Notes on one assumption behind the ipsocentric selection rules: λ as a true angular momentum, tested on C₃H₃⁺

The rule as I use it (Steiner and Fowler, 2001). Take B along the ring axis z, electron charge −e, and vector potential ½B×(r − d). The perturbation is (eB/2m)[l_z − (d×p)_z]. I solve for the first-order orbitals at fixed d and set d = r only afterwards in the current density. The explicit A term then vanishes at every point, occupied-occupied mixing cancels in the total, and only occupied→virtual transitions remain. If the π orbitals go as exp(iλφ), p connects λ to λ ± 1 (translational, diatropic), and l_z connects only the cos λφ and sin λφ partners of one |λ| (rotational, paratropic). A 4n ring whose frontier pair is split by distortion has a two-electron paratropic current going as 1/gap. A 4n+2 ring with n ≥ 1 has a four-electron diatropic HOMO current. C₃H₃⁺ is n = 0: the HOMO is the single orbital λ = 0, so the current is a two-electron one, 0 → ±1, and the rule gives it no rotational part.

Where the assumption enters. That last statement uses l_z ψ₀ = 0, which needs full cylindrical symmetry. Three carbons give only D₃h, λ is defined modulo 3, and the a₂″ HOMO contains λ = 0, ±3, ±6, … The rotation R_z is a₂′, so l_z ψ₀ is a₁″, starting at sin 3φ. A minimal π basis (a₂″ + e″) has no a₁″ function and hides the term. The translations (e′) lead to e″. All other occupied orbitals are symmetric in the plane, so neither sum loses a state to the occupied space.

What I keep. N = 2 electrons in one real orbital ψ₀ of a local potential with D₃h symmetry, and a complete virtual space. For the pair alone this is also Hartree-Fock, since exchange only halves the Coulomb term and an imaginary first-order orbital leaves the density unchanged. Exchange with the σ frame is dropped. Below n = ψ₀² and r, φ are in-plane polar coordinates.

Translational part. From [H, r] = −iħp/m, ⟨p|p|0⟩ = (im/ħ)(ε_p − ε₀)⟨p|r|0⟩. The denominators cancel, closure applies and ⟨0|r|0⟩ = 0, so ψ_T = (ieB/2ħ)(d×r)_z ψ₀. A phase θ in ψ₀(1 + iθ) carries j = −(Neħ/m) n∇θ, and at d = r
j_T = −(Ne²B/2m) n r φ̂.
This is rigid Larmor rotation of the density. Its divergence is proportional to ∂n/∂φ, so j_T alone is not conserved once n depends on φ.

Rotational part. Write ψ_R = −(ieB/2ħ) χ ψ₀ with χ real. Using (H − ε₀)(χψ₀) = −(ħ²/2m) ψ₀⁻¹ ∇·(n∇χ), the equation (H − ε₀)ψ_R = −(eB/2m) l_z ψ₀ becomes
∇·(n∇χ) = ∂n/∂φ, and j = −(Ne²B/2m) n (r φ̂ − ∇χ).
The first-order equation is just ∇·j = 0, and no orbital energy is left in it. Multiplying by χ and integrating gives ⟨∂χ/∂φ⟩ = ⟨|∇χ|²⟩, so the induced moment is
m_z = −(Ne²B/4m)⟨r²⟩(1 − η), η = ⟨|∇χ|²⟩/⟨r²⟩ = (2/m⟨r²⟩) Σ_p |⟨p|l_z|0⟩|²/(ε_p − ε₀) ≥ 0.
The correction is paratropic. The same equation is the condition that χ minimises ⟨|r φ̂ − ∇χ|²⟩, whose minimum is ⟨r²⟩(1 − η). Trial functions f_i therefore give the lower bound η ≥ bᵀM⁻¹b/⟨r²⟩ with b_i = ⟨∂f_i/∂φ⟩ and M_ij = ⟨∇f_i·∇f_j⟩.

Leading order on a thin ring of radius R. There n(R − R⁻¹dχ/dφ) is constant, and periodicity of χ gives 1 − η = 1/(mean n × mean 1/n), means over φ. For ψ₀ ∝ 1 + ε cos 3φ the means are 1 + ε²/2 and (1 − ε²)^(−3/2), so η = 2ε² = 4w to lowest order, where w = ε²/2 is the weight of λ = ±3. The sum over states agrees: ⟨l_z²⟩ = 9wħ² over the denominator 9ħ²/2mR² gives 4w. The correction is second order in the threefold modulation.

Model orbital. Inputs, both typical and approximate: C–C distance d_CC = 1.37 Å and neighbour π overlap S = 0.25. I put g_k ∝ z exp(−α|r − R_k|²) on each carbon, ψ₀ = Σ g_k/√(3(1 + 2S)). The overlap is S = exp(−αd_CC²/2), so u = ln(1/S) = 1.386, α = 2u/d_CC² = 1.48 Å⁻², R = d_CC/√3 = 0.791 Å, αR² = 2u/3. This ψ₀ is an exact eigenfunction of the local potential ε₀ + ħ²∇²ψ₀/2mψ₀, so the derivation applies as it stands, and the z factor separates.

With t_k the tangent at atom k, l_z g_k = 2iħαR t_k·(r − R_k) g_k, a tangential d function. The overlaps of the derivatives t_k·∇g_k are α on site and −S(α/2 + α²d_CC²/4) between neighbours, which gives
⟨l_z²⟩/ħ² = (2u/3)[1 − S(1 + u)]/(1 + 2S) = 0.249.
Assigning all of it to ±3, w ≈ 0.0276, and the thin-ring estimate is η ≈ 0.110. The thin-ring denominator would be 9 × 6.09 eV = 54.8 eV.

The orbital is not thin, so I use the variational form. In units of R the in-plane density is a sum of round Gaussians with mean square spread t = 1/(2αR²) = 3/(4u) = 0.541, with total weight 1/(1 + 2S) = 2/3 on the atoms and 2S/(1 + 2S) = 1/3 on the bond midpoints, which lie at radius 1/2 where cos 3φ = −1. For a Gaussian centred at radius a, ⟨r²⟩ = a² + t and ⟨r⁴⟩ = a⁴ + 4a²t + 2t², so ⟨r²⟩ = 1.291 and ⟨r⁴⟩ = 2.896. For f = r³ sin 3φ, ∂f/∂φ = 3r³ cos 3φ is harmonic and averages to its values at the centres, ⟨r³ cos 3φ⟩ = 2/3 − 1/24 = 0.625, while |∇f|² = 9r⁴. Then
η ≥ 0.625²/(2.896 × 1.291) = 0.104.
All further moments follow, with ζ = x + iy and a real, from ⟨ζ^(m+k) ζ̄^m⟩ = Σ_j C(m+k,j) C(m,j) j! t^j a^(2m+k−2j), taking a = 1 and a = −1/2. Adding functions one at a time:

r³ sin 3φ: η ≥ 0.104
add r⁵ sin 3φ: η ≥ 0.118
add r⁷ sin 3φ: η ≥ 0.120
add r⁶ sin 6φ: η ≥ 0.122

For a ceiling, any divergence-free J obeys ⟨r²⟩(1 − η) ≥ ∫(2J·r φ̂ − J²/n). A purely circular J(r)φ̂, optimised ring by ring, reproduces the thin-ring formula at each radius and keeps η below a quarter. That ceiling is loose, because it forbids the current to bend round the atoms. From the small last increments I take η ≈ 0.12, the second figure not proven. The effective excitation energy that reproduces 0.122 is 4(ħ²/2mR²)(⟨l_z²⟩/ħ²)/(η⟨r²⟩/R²) ≈ 38 eV, so no small gap drives this term.

Locally the term is larger than η suggests. The translational current through a half-plane at angle φ is I_L × 2πP(φ), with P the angular distribution of n and I_L/B = Ne²/4πm = 4.485 nA/T. The model gives 2πP = 1.40 through an atom and 0.67 through a bond midpoint, that is 6.26 and 3.01 nA/T. The total current must be the same in both planes, so the rotational part differs between them by 3.25 nA/T. Its first job is to make the map a closed circulation, and the net loss of moment is the second-order remainder.

A larger rival is the restriction to the frontier transition. With X_p = ⟨p|x|0⟩ and Y_p = ⟨p|y|0⟩, and d = r set after differentiation, state p supplies ∫(xY_p − yX_p)(ψ₀∂_φp − p∂_φψ₀) to the ⟨r²⟩ of the translational moment. Integration by parts turns this into X_p² + Y_p² + 2X_p⟨p|y∂_φ|0⟩ − 2Y_p⟨p|x∂_φ|0⟩. The cross terms vanish if ∂ψ₀/∂φ = 0 and cancel under full closure, but within one e″ pair they add, giving 2X² + 4XQ with X = ⟨e″_x|x|0⟩ and Q = ⟨e″_x|y∂_φ|0⟩. For the minimal-basis e″ orbital X² = R²(1 + S/2)²/[2(1 + 2S)(1 − S)] = 0.5625 R², a fraction 0.871 of ⟨x²⟩ = ⟨r²⟩/2, so X = 0.75 R, and Q = −R[1 − S(1 + u)]/√(8(1 + 2S)(1 − S)) = −0.134 R. The pair supplies (1.125 − 0.403) R² = 0.722 R². Keeping only HOMO→LUMO in this length form gives 0.559 of the Larmor moment, against 1 − η ≈ 0.878 for the full sums. The missing diatropic piece, 0.441, is about 3.6 times the missing paratropic one, so the two do not cancel and the frontier-only moment falls short by 0.32 of the Larmor value.

Sensitivity. The one-function bound depends only on S, and it is 0.140, 0.104 and 0.077 for S = 0.20, 0.25 and 0.30. An uncertainty of 0.05 in the overlap moves the correction by about a third, far more than the last variational increments. Single Gaussians also cut the tails that weigh most in ⟨r²⟩, and σ–π exchange is not sized here. η is a partition of the π response and not an observable, and I know no typical value for the cation to set against it. The model's result, not the ion's, is that dropping cylindrical symmetry opens an a₂″→a₁″ paratropic channel that removes about 12 per cent of the two-electron diatropic moment and leaves its sign alone.